A carbon atom sits in the groove between two neighbouring thallium atoms on a thallium surface. The cell holds four layers of thallium and one carbon atom per surface thallium atom. The carbon is moved straight up or down while the metal is held rigid.

Carbon above its best place on a rigid four-layer hcp Tl(001) slab, one C per 1×1 surface cell (edge 3.502 Å). Ansatz 0.2.0, PBEsol, plane-wave PAW, scalar-relativistic, no spin polarisation, cutoff 420 eV, k mesh 9×9×1, Gaussian smearing of 0.1 eV. Heights are from the top Tl atoms; energies, extrapolated to zero smearing, are relative to the best place.

| height (Å) | energy (eV) | force along normal (eV/Å) |
| --- | --- | --- |
| 0.635 | 0.530 | 1.668 |
| 0.885 | 0.180 | 1.142 |
| 1.185 | 0.000 | -0.002 |
| 1.485 | 0.140 | -0.863 |
| 1.885 | 0.627 | -1.429 |
| 2.385 | 1.358 | -1.371 |
| 3.185 | 2.182 | -0.667 |
| 4.185 | 2.561 | -0.185 |

The height $h$ is measured from the top thallium atoms. The energy $E$ counts from the best place, and the force along normal, $F$, is positive when it pushes the carbon away from the metal. The problem is to find what sets the shape of this well.

**(a) At the best place, the work function on the carbon side is 2.6 eV higher than on the bare side. This fits a shift of electrons towards the carbon. Is the carbon then held as a fixed charge, attracted by its image in the metal?**

*Solution.* Take first the limit of a single charge far from a metal. Its image lies as deep behind the image plane as the charge stands in front of it, so the pull follows

$$|F| = \frac{K}{(h-h_\mathrm{im})^2},$$

where $h_\mathrm{im}$ is the height of the image plane and $K$ is constant as long as the charge is. Any two rows then fix the plane, and every pair must give the same one.

The three outermost rows fail this test. Rows 2.385 and 3.185 put the plane 0.54 Å above the top thallium atoms, while rows 3.185 and 4.185 put it at 2.07 Å. Per ångström, the computed pull loses a growing share on the way out, while an inverse square from a single plane loses a shrinking one. Row 2.385 is hardly far from the metal, though, so this limit alone doesn't settle the question.

The opposite limit is closer to this cell, since the carbon atoms form a layer with a spacing of 3.5 Å, similar to the heights in the tail. A layer of fixed charges and its image act like the plates of a capacitor, whose attraction doesn't depend on their distance. In the table, the last step outward leaves only 28 % of the pull.

A fixed charge therefore fails in both limits. A charge that drains back into the metal during the lift remains possible: in the capacitor picture the pull goes as the square of the charge, so about half of the charge would have to go in the last step. The calculation seeks the lowest state with one Fermi level for the whole cell, so the charge may change with height even where the orbitals of carbon and thallium hardly overlap. The forces alone don't exclude such a changing charge.

**(b) Suppose instead that the carbon is held by short-ranged bonds. Should their energy be written in terms of the height or of the C–Tl distance? Work out row 4.185 as a test, and explain the inner wall with row 0.635.**

*Solution.* Orbitals fade exponentially away from an atom, and so does their overlap. In a simple picture, the gain from bonding follows the overlap and the repulsion follows its square. Together they give the Morse curve

$$E = D\left[1-e^{-a(r-r_0)}\right]^2,$$

where $r$ is the C–Tl distance, $r_0$ its value at the best place, $D$ the energy at large distance and $a$ the rate of decay.

The distance follows from Pythagoras. Each of the two thallium atoms lies half an in-plane vector, 1.751 Å, to the side of the carbon, so

$$r=\sqrt{h^2+(1.751\ \text{Å})^2}.$$

At the best place this gives $r_0 = 2.114$ Å. The constants $D = 2.70$ eV and $a = 1.456$ Å⁻¹ were fitted to the energies of the six rows below 2.5 Å; the two outer rows took no part.

For row 4.185 the distance is $r = 4.537$ Å, a stretch of 2.423 Å. The exponential is then $e^{-1.456\times 2.423} = 0.029$, and

$$E \approx 2.70\ \text{eV}\times(1-0.029)^2 \approx 2.55\ \text{eV}.$$

The calculation gives 2.561 eV. The curve thus carries over to a height well outside the range in which its constants were set.

The inner wall shows why the distance matters. From the best place down to row 0.635 the carbon sinks by 0.55 Å, yet its two bonds shorten by only 0.25 Å, because the carbon moves largely past the thallium atoms and not towards them. The energy rises by a modest 0.530 eV.

The same geometry governs the force,

$$F=-\frac{dE}{dr}\,\frac{h}{r}.$$

Far out, $h/r$ approaches one, and lifting stretches the bonds almost one for one. In the limit of a carbon level with the top thallium atoms, $h/r$ is zero: the two neighbours may squeeze it hard, but they push only sideways. At the best place the ratio is 0.56, and its square, about 0.31, is the factor by which the geometry weakens the stiffness against a vertical shift.

A Morse curve written directly in the height has no such factor. Its single rate of decay must serve both the wall and the tail, and the soft wall asks for a slower decay than the tail allows. Even when fitted to all eight rows, it gives 0.78 eV in row 0.635, almost half as much again as the computed energy. It also runs too low from row 1.485 to row 3.185, with 1.14 eV against 1.358 eV in row 2.385, and too high in row 4.185.

The curve in the distance also follows the forces, although only energies were used to fit it. Leaving aside the best place, where the force is almost zero, it is in relative terms least good in row 4.185, where its pull is about 12 % too strong. Since forces and energies belong to the same well, this agreement tests the shape of the curve and is no separate evidence for a bond. The printed output below sets both curves beside the heights.

The numbers thus favour the C–Tl distance as the coordinate. That the attraction comes from overlapping orbitals is the reading that theory offers for such a curve; a charge that drains at a suitable rate could imitate it. The compressed side shows where the push goes: in rows 0.635 and 0.885, the top thallium layer takes 86 to 90 % of the change in force since the best place. This is the layer of the carbon's two partners in the model, but the share can't tell them from the other atoms of that layer, nor a bond from a charge.

For a neighbouring case, the geometry gives a rule of thumb. A carbon directly above a metal atom has $h/r = 1$, so a push goes fully into the bond and the wall should be steep. The wider the gap under the carbon and the deeper it sits, the softer the wall should be, for the same number of equally stiff bonds and as long as no deeper atom is in the way.

**(c) A process engineer wants to use the energy in row 4.185 as the cost of removing one carbon atom from the surface. Is that justified?**

*Solution.* Consider the limit in which the carbon has left the surface. The force would be zero and the energy would no longer change with height. In row 4.185 the metal still pulls with 0.185 eV/Å, so the climb isn't over. Moreover, the whole carbon layer rises together, and at the top of the scan each carbon is closer to other carbons than to thallium. The energy belongs to lifting a layer, counted per atom.

The larger objection concerns the electrons. A free carbon atom has two unpaired electrons with parallel spins, but this calculation forces equal numbers of both spins at every height. The lifted carbon therefore lies too high, and the error should grow as it comes closer to being a free atom. Part of the climb towards 2.561 eV is an artefact, and a calculation with spin should give a flatter outer branch.

The constant $D$ doesn't repair this. It was fitted to the same spinless energies, and it can trade against $a$, so it should not be read as a bond energy. The good estimate for row 4.185 means that the Morse shape continues along the spinless curve, not that the curve is right for a real carbon atom.

The inner side has a different limit. In row 0.635 the top thallium atom is pushed into the slab with about 1.3 eV/Å but is not allowed to move. On a real surface it would give way and take up part of the push. Spin–orbit coupling, which is strong in the 6p shell of thallium, is also left out. The table is thus a guide to how the geometry of the site softens the inner wall of the well above a rigid slab, but not a source for a desorption energy.

The analysis program printed:

```
fit of energy on 6 rows (height < 2.5): coefficient of (1 - exp(-s*dr))**2 2.701 +/- 0.018, s 1.456; rms 0.00852, worst 1.885 0.0139, leave-one-out rms 0.0236
  rows outside the fit (model, value, miss): 3.185 2.143, 2.182, -0.0389; 4.185 2.545, 2.561, -0.0162
fit of energy on 8 rows: coefficient of (1 - exp(-s*dh))**2 3.534 +/- 0.16, s 0.7013; rms 0.148, worst 0.635 0.253, leave-one-out rms 0.386
Two Morse curves against height:
    row  C-Tl distance (Å)  energy from distance (eV)  energy from height (eV)  force from distance (eV/Å)
  0.635              1.863                     0.5295                   0.7827                       1.713
  0.885              1.962                     0.1667                   0.1937                         1.1
  1.185              2.114                          0                        0                           0
  1.485              2.296                     0.1459                   0.1272                     -0.9078
  1.885              2.573                     0.6409                   0.5317                       -1.44
  2.385              2.959                      1.353                    1.144                      -1.312
  3.185              3.635                      2.143                    2.009                      -0.671
  4.185              4.537                      2.545                    2.724                      -0.207
Largest energy miss of the curve in distance, all rows (eV): 0.03887
Largest energy miss of the curve in height, all rows (eV): 0.2527
Largest force miss of the curve in distance (eV/Å): 0.05899
Push from the best place to the lowest row (Å): 0.55
Shortening of the C-Tl distance by that push (Å): 0.2517
Image plane needed by the rows 2.385 and 3.185 (Å above top Tl): 0.5404
Image plane needed by the rows 3.185 and 4.185 (Å above top Tl): 2.072
Part of the pull left after the last step outward: 0.2774
Part of the charge left if a charged layer gave that pull: 0.5267
Share of the change in force taken by top Tl, row 0.635: 0.8647
Share of the change in force taken by top Tl, row 0.885: 0.8992
Work function of C side less bare side at the best place (eV): 2.639
```
